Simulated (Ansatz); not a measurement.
**A vibration from a frozen displacement in InSb$_{3}$**

Method: DFT PBEsol+D3(BJ), scalar-relativistic, plane waves, PAW (Ansatz 0.2.0). The runs took a 420 eV cutoff, a Γ-centred 12×12×12 mesh and Gaussian smearing (0.15 eV). Spin–orbit coupling is left out, which matters for the heavy elements here. No spin polarisation. Energies are free energies at this smearing, counted from the undisturbed cell; pressure is positive in compression.

Zero of the scan (relaxed at this level; with this scan's settings it stands at 0.3 GPa; it needn't be the usual structure):

```xyz
4
Lattice="0.0000 3.6621 3.6621 3.6621 0.0000 3.6621 3.6621 3.6621 0.0000" Properties=species:S:1:pos:R:3 pbc="T T T"
In    0.0000    0.0000    0.0000
Sb    1.8310    1.8310    1.8310
Sb    5.4931    5.4931    5.4931
Sb    3.6621    3.6621    3.6621
```

Every In atom is moved by x along the Cartesian unit vector (0.000, 0.000, 1.000); the cell and all other atoms stay fixed. The cell's volume is 98.22 Å³; the moved atoms weigh 114.818 u together and the others 365.280 u. Some rows repeat others by symmetry and weren't run.

```
  x (Å)  ΔE (meV/cell) total force on the moved atoms along the move (eV/Å) pressure (GPa)
-0.2000          67.69                                                0.6787          0.7244
-0.1750          51.79                                                0.5932          0.6223
-0.1500          38.03                                                0.5079          0.5338
-0.1250          26.39                                                0.4229          0.4590
-0.1000          16.88                                                0.3380          0.3979
-0.0750           9.49                                                0.2533          0.3503
-0.0500           4.22                                                0.1688          0.3163
-0.0250           1.05                                                0.0844          0.2959
 0.0000           0.00                                                0.0000          0.2892
 0.0250           1.05                                               -0.0844          0.2959
 0.0500           4.22                                               -0.1688          0.3163
 0.0750           9.49                                               -0.2533          0.3503
 0.1000          16.88                                               -0.3380          0.3979
 0.1250          26.39                                               -0.4229          0.4590
 0.1500          38.03                                               -0.5079          0.5338
 0.1750          51.79                                               -0.5932          0.6223
 0.2000          67.69                                               -0.6787          0.7244
```

Question: What frequency belongs to this motion?

Answer: The force constant is k = −dF/dx = 3.376 eV/Å², from the parabola through x = -0.0250, 0 and 0.0250. In every cell the moved atoms swing against the rest, so the mass is μ = m₁m₂/(m₁ + m₂) = 87.359 u, and ν̃ = 521.5 cm⁻¹ × √(|k|/μ) = 103 cm⁻¹. The pattern needn't be a normal mode: ν̃² is then a weighted mean of the squared nonzero frequencies at the zone centre of this cell, so it lies between the lowest and the highest of them.

Question: How far does the harmonic law reach?

Answer: At x = -0.200 Å, kx²/2 = 67.52 meV against the computed 67.69 meV (+0.3 %): the well is still close to harmonic there.

Question: The pressure changes with x². What does that say about the frequency under compression?

Answer: With E = k(V)x²/2, k ∝ V^(−2γ) and x scaling with the cell as V^(1/3), P − P0 = −∂E/∂V = (2γ − 2/3) ΔE/V. At x = 0.0500 Å, V(P − P0) = 98.22 × 0.02718 / 160.2 eV = 16.66 meV and ΔE = 4.22 meV, so γ = 1/3 + V(P − P0)/(2ΔE) = 2.31. This is the Grüneisen parameter of the motion under uniform scaling of the cell: shrinking the cell evenly by 1 % in volume raises the frequency by about 2.31 %.

In a metal these slopes depend on the k mesh and the smearing.

Cost: 9 runs of about 2.1 core-minutes in all, on AMD EPYC 9R45 (Zen 5) (shared hosts).

The indium atom sits in a true, nearly parabolic well, at 103 cm⁻¹ well below the optical phonon of zinc-blende InSb. Heavy masses alone can't explain that, since both compounds contain the same elements. The likelier reason is bonding: here In is centred in a cube of Sb neighbours, with longer and individually weaker contacts than the short, directional sp³ bonds of the semiconductor. Inversion symmetry at the In site removes the cubic term, so anharmonicity along this line first enters at fourth order, and it is small. The Grüneisen parameter of 2.31 is nevertheless sizeable, which suggests that short-range repulsion stiffens quickly as the cage shrinks; such a motion favours ordinary positive thermal expansion.

By symmetry the displacement mixes only the two polar optical modes of this cubic cell. The remaining optical mode, in which the two Sb atoms at the quarter positions move against each other while In rests, is untouched, so the positive curvature doesn't establish dynamical stability, even at the zone centre.
